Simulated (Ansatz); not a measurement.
## HfB2: the change of energy less reference with wave cutoff

All results are calculated (Ansatz 0.2.0). One setting of a density functional single point varied, free energy counted from the run at the reference value, pressure positive in compression; periodic cell, basis, potentials, k mesh and filling as listed.

Structure of every row (space group P6/mmm, No. 191):
```
cell vectors (Å)
   3.1400     0.0000     0.0000
  -1.5700     2.7193     0.0000
   0.0000     0.0000     3.4800
atoms (fractions of the cell vectors)
Hf  0.00000  0.00000  0.00000
B   0.33333  0.66667  0.50000
B   0.66667  0.33333  0.50000
```

Settings of every row: functional LDA; dispersion none; potentials PAW; k mesh 10x10x8; k shift 0x0x0; occupations cold; smearing width 0.1 eV; spin none; extra bands 8; varied setting wave cutoff; reference wave cutoff 450 eV.

Limits: coarse k mesh, up to 40 meV an atom off; cutoff under the advised one; no spin-orbit coupling, which can matter with elements this heavy.

```
row  wave cutoff (eV)  energy less reference (meV/atom)
  1               250                            444.31
  2               300                             73.32
  3               350                                 ?
  4               400                              1.96
  5               450                                 0
```

Question: what energy less reference should row 3 give?

Worked fit of energy less reference. Measure energy less reference from the row at the highest cutoff, 0.00 meV/atom, and take the logarithm of what remains: 250 → 6.10, 300 → 4.29, 400 → 0.67. A straight line through these is ln|rest| = 15.141 − 0.03617 × cutoff, so the rest falls by a factor of e every 27.6 eV; from 3 rows that is a rough guide, not a law, and the row at the highest cutoff isn't the limit itself. At 350 eV the line gives ln|rest| = 2.482, a rest of 11.96 meV/atom, and so 0.00 + 11.96 = 11.96 meV/atom.

The calculation gave 11.5 meV/atom. The fit lies 0.46 meV/atom (4 % of the value, 0.1 % of the column's range) above it; its largest miss of a shown row is 0.88 meV/atom.
